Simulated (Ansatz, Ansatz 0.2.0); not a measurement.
# Trigonal tellurium with PBEsol: converged settings for the chain bond and the larger error of the functional

## The question

Trigonal tellurium consists of helical chains held together by covalent bonds, with much weaker bonding between the chains. The reference for this note is the nearest-neighbour Te–Te distance within a chain, 2.83 Å. It is taken from "Electronic and topological properties of the van der Waals layered superconductor PtTe" (2022, arXiv:2203.06655), where it serves as a comparison value from an earlier structure report on the element. It is therefore a second-hand number, and the temperature is not given with it. The diffraction structure from which our relaxations start has 2.835 Å for the same bond, close to the reference. The lattice constants $a$ and $c$ are followed as numerical indicators; they carry no target of their own, but the diffraction cell serves as a guide to the spacing of the chains.

| compared with | measured | source's wording or label | method |
| --- | --- | --- | --- |
| Te–Te distance 1 (Å) | 2.83 | Te-Te within a chain, earlier report | literature structure |

Conditions are those given with the value in the passage it was taken from; "not stated" means there, and the paper may say more elsewhere. The values are a selection: others may have been left out beforehand as unlike or outlying.

## How to go about it

The aim is to find the lightest cutoff and k mesh that give a trustworthy chain bond when cell and atoms are relaxed together. The model is the three-atom primitive cell, nonmagnetic, with PBEsol as the working level: a semilocal functional made for solids is cheap enough for systematic tests and usually gives reasonable bond lengths.

Two limits are set. Against the reference, the bond should agree within 0.5 %, about 0.014 Å. That is strict enough to expose a typical functional error in a covalent bond, yet wider than the gap between the reference and the diffraction structure. Thermal and zero-point motion, absent from the calculation, should change such a bond by a few tenths of a per cent at most. For the numerical settings we ask for a fifth of that limit, 0.1 % or about 0.003 Å, so that cutoff and mesh do not decide the comparison.

The mesh is tested first at the default cutoff, then the cutoff at a fixed mesh. $a$ and $c$ are watched as well, since the soft spacing between chains may react where the bond does not. Spin-orbit coupling, a different kind of potential and another functional then give the scale of the remaining errors.

System: Te (tellurium), trigonal; P3_121 (No. 152), 3 atoms in the primitive cell; the database structure is a diffraction structure: a = 4.457 Å, c = 5.929 Å; structure from the Crystallography Open Database.

## 1. Three k meshes at the default cutoff

Tellurium has a narrow gap, and a semilocal functional makes it narrower still, so the sampling of the states near the band edges could affect the relaxed structure. We relax with a coarse, a middle and a dense mesh, all else equal. We expect the covalent bond to settle early and $a$ to be the more sensitive quantity.

**Run 1.** Ansatz 0.2.0: PBEsol, cell and atoms relaxed from the database structure, PAW set soft_2, cutoff 420 eV (default), 6x6x4 k mesh, Gaussian smearing 0.01 eV.

Key lines of the input:
```
crystal:
  # lattice and atoms
kpoints:
  mp_grid: { grid: [6, 6, 4] }
hamiltonian:
  xc: pbesol
scf:
  occupations: { method: gaussian, width: 0.01 }
output:
  forces: true
  stress: true
relax:
  adjacent_minimum: "off"
  f_tol: 0.005
  max_steps: 60
  cell: { stress_tol: 0.03 }
```

Command:
```
ansatz run input.yaml --threads 4 --pin off --max-ram 8192MiB --backend cpu --events-out ev --progress --plain --runs-dir out
```

Selected lines of the output:
```
  cell:  # Å, volume = 96.6495 Å³
```

Converged; 13 s on 4 cores of Arm Neoverse V1, shared host.

**Run 2.** Ansatz 0.2.0: PBEsol, cell and atoms relaxed from the database structure, PAW set soft_2, cutoff 420 eV (default), 9x9x6 k mesh, Gaussian smearing 0.01 eV.

Key lines of the input, as changed from run 1:
```diff
  kpoints:
-   mp_grid: { grid: [6, 6, 4] }
+   mp_grid: { grid: [9, 9, 6] }
```

Selected lines of the output:
```
relax step   6: F+E_penalty+E_count = -20704.53690951 eV  [...]  max|allowed force component| = 1.085e-3 eV/Å  [...]  P = -0.008 GPa  Ω = 96.252 Å³  [...]
--- Relaxed structure (5 steps of the walk, 4 accepted, 1 SCFs on fresh bases) ---
  cell:  # Å, volume = 96.2517 Å³
    - [4.322326061286384, 0.0, 0.0]
```

Converged; 32 s, same machine.

**Run 3.** Ansatz 0.2.0: PBEsol, cell and atoms relaxed from the database structure, PAW set soft_2, cutoff 420 eV (default), 12x12x8 k mesh, Gaussian smearing 0.01 eV.

Key lines of the input, as changed from run 1:
```diff
  kpoints:
-   mp_grid: { grid: [6, 6, 4] }
+   mp_grid: { grid: [12, 12, 8] }
```

Selected lines of the output:
```
  cell:  # Å, volume = 96.1847 Å³
```

Converged; 59 s, same machine.

| quantity | run 1 | run 2 | run 3 | measured |
| --- | --- | --- | --- | --- |
| Te–Te distance 1 (Å) | 2.898 | 2.905 | 2.907 | 2.83 |
| a (Å) | 4.331 | 4.322 | 4.320 |  |
| c (Å) | 5.949 | 5.949 | 5.950 |  |

The 6×6×4 mesh gives a bond 0.009 Å shorter than the 12×12×8 mesh, three times the numerical tolerance. The 9×9×6 mesh is within 0.002 Å of the densest one and meets it. We had expected the bond to settle before $a$, but between the coarsest and densest meshes the two change by similar amounts and in opposite directions: the bond lengthens while the chains move closer together.

The larger finding is the distance from the reference. At 2.907 Å the bond is 0.077 Å, or 2.7 %, too long, and the denser meshes increase the miss slightly. At the same time $a$ has shrunk from 4.457 Å in the starting structure to 4.320 Å. PBEsol thus appears to draw the chains together and weaken the bonds within them, a plausible trade in tellurium, where lone-pair electrons on one chain can interact with antibonding states on the next. Whether the contracted cell really carries the long bond can be tested by holding the cell fixed.

## 2. Cutoff and type of potential

Before the functional is examined, the basis and the potentials have to be cleared. At the 9×9×6 mesh we relax with a cutoff well below the default and one well above it, and once more with norm-conserving pseudopotentials at their own default cutoff. We expect the higher cutoff to change the bond by less than the tolerance. The low one may fail, because an incomplete basis distorts the stress that sets the cell. A miss of nearly 3 % should survive the change of potential.

**Run 4.** Ansatz 0.2.0: PBEsol, cell and atoms relaxed from the database structure, PAW set soft_2, cutoff 290 eV, 9x9x6 k mesh, Gaussian smearing 0.01 eV.

Key lines of the input, as changed from run 2:
```diff
+ basis:
+   ecutwfc: 290.0
```

Selected lines of the output:
```
Basis set: ecut = 290 eV, 1055 PW (Γ) [...]
k-points: 62 of 486 (time reversal used)
relax step   1: F+E_penalty+E_count = -20704.18064536 eV  [...]  max|allowed force component| = 2.643e-1 eV/Å  [...]  P = -0.357 GPa  Ω = 102.008 Å³  (6 SCF iters, dr2 threshold 1.00e-7 eV [...]
relax step   2: F+E_penalty+E_count = -20704.32862957 eV  [...]  max|allowed force component| = 8.129e-2 eV/Å  [...]  P = +1.711 GPa  Ω = 98.186 Å³  [...]
[...]
relax step  27: F+E_penalty+E_count = -20704.22747891 eV  [...]  max|allowed force component| = 6.688e-5 eV/Å  [...]  P = +0.000 GPa  Ω = 96.107 Å³  [...]
relax step  28: F+E_penalty+E_count = -20704.22568136 eV  [...]  max|allowed force component| = 7.244e-5 eV/Å  [...]  P = -0.005 GPa  Ω = 96.107 Å³  [...]
--- Relaxed structure (18 steps of the walk, 18 accepted, 10 SCFs on fresh bases) ---
  cell:  # Å, volume = 96.1072 Å³
    - [4.318566882878019, 0.0, 0.0]
    - [-2.1592834414390096, 3.739988628514541, 0.0]
    - [0.0, 0.0, 5.950398994273776]
  atoms:
    - { symbol: Te, position: [0.284545345200447, 0.0, 0.33333333333333326] }
    - { symbol: Te, position: [0.0, 0.2845453452004471, 0.6666666666666665] }
    - { symbol: Te, position: [0.7154546547995528, 0.715454654799553, 0.0] }
```

Converged; 71 s, same machine. Warnings: cutoff_below_recommended (in short: A typed cutoff is below a recommended value, from the records, the datasets' recipe or DFPT's needs, possibly lowering the density cutoff; compare with a higher-cutoff run).

**Run 5.** Ansatz 0.2.0: PBEsol, cell and atoms relaxed from the database structure, PAW set soft_2, cutoff 590 eV, 9x9x6 k mesh, Gaussian smearing 0.01 eV.

Key lines of the input, as changed from run 2:
```diff
+ basis:
+   ecutwfc: 590.0
```

Selected lines of the output:
```
Basis set: ecut = 590 eV, 3137 PW (Γ) [...]
k-points: 62 of 486 (time reversal used)
relax step   1: F+E_penalty+E_count = -20704.49465394 eV  [...]  max|allowed force component| = 2.553e-1 eV/Å  [...]  P = -0.416 GPa  Ω = 102.008 Å³  (6 SCF iters, dr2 threshold 1.00e-7 eV [...]
relax step   2: F+E_penalty+E_count = -20704.53180252 eV  [...]  max|allowed force component| = 8.683e-2 eV/Å  [...]  P = +0.036 GPa  Ω = 98.029 Å³  [...]
[...]
relax step   5: F+E_penalty+E_count = -20704.54047329 eV  [...]  max|allowed force component| = 1.090e-3 eV/Å  [...]  P = -0.005 GPa  Ω = 96.230 Å³  [...]
relax step   6: F+E_penalty+E_count = -20704.54036668 eV  [...]  max|allowed force component| = 1.096e-3 eV/Å  [...]  P = -0.006 GPa  Ω = 96.230 Å³  [...]
--- Relaxed structure (5 steps of the walk, 4 accepted, 1 SCFs on fresh bases) ---
  cell:  # Å, volume = 96.2303 Å³
    - [4.3216979356667675, 0.0, 0.0]
    - [-2.1608489678333838, 3.742700199770188, 0.0]
    - [0.0, 0.0, 5.949390735711085]
  atoms:
    - { symbol: Te, position: [0.2836582906243741, 0.0, 0.33333333333333326] }
    - { symbol: Te, position: [0.0, 0.2836582906243741, 0.6666666666666665] }
    - { symbol: Te, position: [0.7163417093756259, 0.7163417093756259, 0.0] }
```

Converged; 47 s, same machine.

**Run 6.** Ansatz 0.2.0: PBEsol, PseudoDojo norm-conserving pseudopotentials, cell and atoms relaxed from the database structure, cutoff 1120 eV (default), 9x9x6 k mesh, Gaussian smearing 0.01 eV.

Key lines of the input, as changed from run 2:
```diff
  hamiltonian:
+   pseudopotentials: { kind: nc, accuracy: standard }
```

Selected lines of the output:
```
Basis set: ecut = 1120 eV, 8151 PW (Γ) [...]
k-points: 62 of 486 (time reversal used)
relax step   1: F+E_penalty+E_count = -8539.50739541 eV  [...]  max|allowed force component| = 2.632e-1 eV/Å  [...]  P = -0.444 GPa  Ω = 102.008 Å³  (7 SCF iters, dr2 threshold 1.00e-7 eV [...]
relax step   2: F+E_penalty+E_count = -8539.54807165 eV  [...]  max|allowed force component| = 9.229e-2 eV/Å  [...]  P = +0.055 GPa  Ω = 97.835 Å³  [...]
[...]
relax step   7: F+E_penalty+E_count = -8539.55685671 eV  [...]  max|allowed force component| = 2.461e-4 eV/Å  [...]  P = +0.001 GPa  Ω = 95.921 Å³  [...]
relax step   8: F+E_penalty+E_count = -8539.55683982 eV  [...]  max|allowed force component| = 2.344e-4 eV/Å  [...]  P = +0.001 GPa  Ω = 95.921 Å³  [...]
--- Relaxed structure (6 steps of the walk, 5 accepted, 2 SCFs on fresh bases) ---
  cell:  # Å, volume = 95.9207 Å³
    - [4.311593984538478, 0.0, 0.0]
    - [-2.155796992269239, 3.733949921414492, 0.0]
    - [0.0, 0.0, 5.95807558428399]
  atoms:
    - { symbol: Te, position: [0.2845395865178813, 0.0, 0.33333333333333326] }
    - { symbol: Te, position: [0.0, 0.2845395865178814, 0.6666666666666665] }
    - { symbol: Te, position: [0.7154604134821185, 0.7154604134821188, 0.0] }
```

Converged; 2.3 min, same machine.

| quantity | run 4 | run 5 | run 6 | measured |
| --- | --- | --- | --- | --- |
| Te–Te distance 1 (Å) | 2.909 | 2.905 | 2.909 | 2.83 |
| a (Å) | 4.319 | 4.322 | 4.312 |  |
| c (Å) | 5.950 | 5.949 | 5.958 |  |

Raising the cutoff from the default 420 eV to 590 eV leaves the bond at 2.905 Å and moves $a$ by less than 0.001 Å, so the default is sufficient for this quantity. At 290 eV the bond is 0.004 Å longer, just outside the numerical tolerance. This cutoff is below the recommended value, as the program warns, and comparison with the two higher settings confirms that it is too low for the limit set here.

Nor does it save time. The relaxation needed 28 steps instead of 6, with repeated rebuilding of the basis, and took 71 s against 32 s at the default.

The norm-conserving potentials give 2.909 Å, also 0.004 Å above the PAW result. The choice of potential therefore matters slightly more than our numerical tolerance, but it cannot account for a miss of more than 0.07 Å.

## 3. Fixed cell, spin-orbit coupling and r2SCAN

We now relax only the atoms in the diffraction cell. If the contraction between the chains causes the long bond, most of the excess should vanish there. A full relaxation with spin-orbit coupling tests an interaction that is strong in tellurium; it also uses fully relativistic potentials, so any shift will belong to both changes together. A full relaxation with r2SCAN, a meta-GGA, gives the scale of the functional's influence. We expect it to leave the chains further apart and the bond shorter than PBEsol does.

**Run 7.** Ansatz 0.2.0: PBEsol, atoms relaxed in the database cell, PAW set soft_2, cutoff 420 eV (default), 9x9x6 k mesh, Gaussian smearing 0.01 eV.

Key lines of the input, as changed from run 2:
```diff
  relax:
-   cell: { stress_tol: 0.03 }
```

Selected lines of the output:
```
    - { symbol: Te, position: [0.27291135470360534, 0.0, 0.3333333333333333] }
```

Converged; 16 s, same machine. Warnings: stress_scf_threshold_loose (in short: The SCF threshold is looser than advised for an accurate stress, whose error scales with the threshold's square root, so the reported stress may be noticeably off).

**Run 8.** Ansatz 0.2.0: PBEsol with spin-orbit coupling, cell and atoms relaxed from the database structure, cutoff 420 eV (default), 9x9x6 k mesh, Gaussian smearing 0.01 eV.

Key lines of the input, as changed from run 2:
```diff
  hamiltonian:
+   pseudopotentials: { kind: paw_fr }
+ magnetization:
+   noncollinear: true
+   spin_orbit: true
```

Selected lines of the output:
```
    - [0.0, 0.0, 5.985047707113647]
```

Converged; 3.2 min, same machine.

**Run 9.** Ansatz 0.2.0: r2SCAN, cell and atoms relaxed from the database structure, PAW set soft_2, cutoff 500 eV (default), 9x9x6 k mesh, Gaussian smearing 0.01 eV.

Key lines of the input, as changed from run 2:
```diff
  hamiltonian:
-   xc: pbesol
+   xc: r2scan
```

Selected lines of the output:
```
  cell:  # Å, volume = 109.1807 Å³
    - { symbol: Te, position: [0.2535066371951557, 0.0, 0.33333333333333337] }
```

Converged; 72 s on 4 cores of Arm Neoverse V2, shared host.

| quantity | run 7 | run 8 | run 9 | measured |
| --- | --- | --- | --- | --- |
| Te–Te distance 1 (Å) | 2.889 | 2.913 | 2.827 | 2.83 |
| a (Å) | – | 4.317 | 4.620 |  |
| c (Å) | – | 5.985 | 5.906 |  |

Holding the cell at its diffraction dimensions shortens the PBEsol bond only from 2.905 to 2.889 Å. We had expected most of the excess to disappear; about a fifth of it does. The change of cell contributes (the fixed cell has a wider $a$ but also a slightly shorter $c$, and the two are not separated here), but PBEsol makes the bond too long even at the diffraction spacing. The warning in this run concerns the accuracy of the stress, which plays no part when the cell is fixed.

Spin-orbit coupling together with the fully relativistic potentials lengthens the bond by 0.008 Å, away from the reference, and $c$ by 0.036 Å.

r2SCAN gives 2.827 Å, 0.1 % below the reference and well within the 0.5 % limit. The cell qualifies that success: $a$ is 4.620 Å, against 4.457 Å in the diffraction structure, so the chains stand nearly 4 % too far apart. In PBEsol, closer chains went with a longer bond. The r2SCAN bond may therefore owe some of its agreement to chains that interact too weakly.

## 4. r2SCAN with dispersion and on a coarser mesh

Adding the nonlocal rVV10 correlation to r2SCAN supplies dispersion attraction that should draw the chains together. We expect $a$ to fall and the bond to lengthen somewhat; the question is whether it stays within 0.5 %. The second run repeats plain r2SCAN on the 6×6×4 mesh, since the mesh test made with PBEsol cannot simply be carried over to a functional that gives such a different cell.

**Run 10.** Ansatz 0.2.0: r2SCAN+rVV10, cell and atoms relaxed from the database structure, PAW set soft_2, cutoff 500 eV (default), 9x9x6 k mesh, Gaussian smearing 0.01 eV.

Key lines of the input, as changed from run 9:
```diff
  hamiltonian:
+   dispersion: rvv10
```

Selected lines of the output:
```
    - [4.470443574823601, 0.0, 0.0]
```

Converged; 46 s, same machine.

**Run 11.** Ansatz 0.2.0: r2SCAN, cell and atoms relaxed from the database structure, PAW set soft_2, cutoff 500 eV (default), 6x6x4 k mesh, Gaussian smearing 0.01 eV.

Key lines of the input, as changed from run 1:
```diff
  hamiltonian:
-   xc: pbesol
+   xc: r2scan
```

Selected lines of the output:
```
  cell:  # Å, volume = 109.4256 Å³
```

Converged; 29 s, same machine.

| quantity | run 10 | run 11 | measured |
| --- | --- | --- | --- |
| Te–Te distance 1 (Å) | 2.850 | 2.825 | 2.83 |
| a (Å) | 4.470 | 4.627 |  |
| c (Å) | 5.947 | 5.903 |  |

Adding rVV10 brings the chains together: $a$ falls from 4.620 to 4.470 Å, about 0.3 % above the diffraction value (which includes a thermal expansion between the chains that the static calculation lacks, so the true excess is probably somewhat larger). The bond lengthens at the same time, from 2.827 to 2.850 Å. That is 0.7 % above the reference and a narrow miss of the 0.5 % limit; measured against the 2.835 Å of the diffraction structure it would still lie marginally outside. The close agreement of plain r2SCAN thus probably owes much to chains that are too far apart, though rVV10 changes the functional as well as the spacing, and the two effects are not separated here. With the spacing nearly right, a small excess in the bond remains, much smaller than that of PBEsol.

For plain r2SCAN, the 6×6×4 mesh changes the bond by only 0.002 Å from the 9×9×6 value, which is inside the numerical tolerance, and takes 29 s instead of 72 s. With PBEsol the same step changed it by 0.007 Å. The coarse mesh is therefore adequate for the r2SCAN bond when judged against the 9×9×6 mesh, but it failed for PBEsol and cannot be assumed for the version with rVV10, whose chains are closer together.

## The runs side by side

| run | settings | Te–Te distance 1 (Å) | deviation | cost |
| --- | --- | --- | --- | --- |
| 1 | PBEsol, cell and atoms relaxed from the database structure, PAW set soft_2, cutoff 420 eV (default), 6x6x4 k mesh | 2.898 | +0.068 (+2.4 %) | under 1 core-min |
| 2 | PBEsol, cell and atoms relaxed from the database structure, PAW set soft_2, cutoff 420 eV (default), 9x9x6 k mesh | 2.905 | +0.075 (+2.7 %) | 2.1 core-min |
| 3 | PBEsol, cell and atoms relaxed from the database structure, PAW set soft_2, cutoff 420 eV (default), 12x12x8 k mesh | 2.907 | +0.077 (+2.7 %) | 3.9 core-min |
| 4 | PBEsol, cell and atoms relaxed from the database structure, PAW set soft_2, cutoff 290 eV, 9x9x6 k mesh | 2.909 | +0.079 (+2.8 %) | 4.8 core-min |
| 5 | PBEsol, cell and atoms relaxed from the database structure, PAW set soft_2, cutoff 590 eV, 9x9x6 k mesh | 2.905 | +0.075 (+2.7 %) | 3.1 core-min |
| 6 | PBEsol, PseudoDojo norm-conserving pseudopotentials, cell and atoms relaxed from the database structure, cutoff 1120 eV (default), 9x9x6 k mesh | 2.909 | +0.079 (+2.8 %) | 9.2 core-min |
| 7 | PBEsol, atoms relaxed in the database cell, PAW set soft_2, cutoff 420 eV (default), 9x9x6 k mesh | 2.889 | +0.059 (+2.1 %) | 64 core-s |
| 8 | PBEsol with spin-orbit coupling, cell and atoms relaxed from the database structure, cutoff 420 eV (default), 9x9x6 k mesh | 2.913 | +0.083 (+2.9 %) | 13 core-min |
| 9 | r2SCAN, cell and atoms relaxed from the database structure, PAW set soft_2, cutoff 500 eV (default), 9x9x6 k mesh | 2.827 | −0.003 (−0.1 %) | 4.8 core-min |
| 10 | r2SCAN+rVV10, cell and atoms relaxed from the database structure, PAW set soft_2, cutoff 500 eV (default), 9x9x6 k mesh | 2.850 | +0.020 (+0.7 %) | 3.1 core-min |
| 11 | r2SCAN, cell and atoms relaxed from the database structure, PAW set soft_2, cutoff 500 eV (default), 6x6x4 k mesh | 2.825 | −0.005 (−0.2 %) | 1.9 core-min |
|  | measured | 2.83 |  |  |

Further runs on the same system, made beside this series (convergence steps with loose settings among them):

| further | settings | Te–Te distance 1 (Å) | deviation | cost |
| --- | --- | --- | --- | --- |
| F1 | HSE06, cell and atoms relaxed from the database structure, PAW set soft_2, cutoff 420 eV (default), 6x6x4 k mesh | 2.793 | −0.037 (−1.3 %) | 22 core-min |
|  | measured | 2.83 |  |  |

## What the runs support

PBEsol misses the target: at the recommended settings the chain bond is 2.905 Å, 2.7 % too long against a limit of 0.5 %.

**Recommended for PBEsol with these PAW potentials:** the default 420 eV cutoff and a 9×9×6 mesh, at 2.1 core-minutes. A denser mesh changes the bond by 0.002 Å and a higher cutoff by less than 0.001 Å. The 6×6×4 mesh is too coarse for our 0.1 % tolerance, and lowering the cutoff to 290 eV cost both accuracy and time.

The miss comes from the functional. Changing the potentials moves the bond by only 0.004 Å, and spin-orbit coupling with its relativistic potentials lengthens it by 0.008 Å. Fixing the cell at its diffraction dimensions removes 0.016 Å of the 0.075 Å excess; the rest fits a description that weakens the bonds within the chains in favour of those between them.

Plain r2SCAN meets the target at 2.827 Å, but probably through a partial cancellation, with $a$ nearly 4 % above the diffraction value. With rVV10 the spacing is nearly right and the bond misses narrowly, at +0.7 %. HSE06 without dispersion, on the coarse 6×6×4 mesh, errs the other way, by −1.3 %; a mesh error of the size seen with PBEsol would not bring it inside the limit, so this hybrid alone is no remedy.

Thermal and zero-point motion could matter for that narrow miss, but not for PBEsol's. The reference, second-hand and without a stated temperature, cannot settle the last few tenths of a per cent. The effect of spin-orbit coupling on the r2SCAN+rVV10 bond is not shown in this report, nor is a test of the cutoff or of a mesh denser than 9×9×6 for either r2SCAN level.

[Logs are printed without paths, hosts, clocks, repeated set-up lines and the standing remarks that a program may print on its own settings, such as how far it seeks lower states.]

[The runs shown are a pick from a larger set of finished runs; failed, doubtful and other runs were left out of it ahead of writing. So were measured values far from every level or from commonly accepted values, and agreement can look better than it is. Lines of input and output are excerpts and may be shortened.]
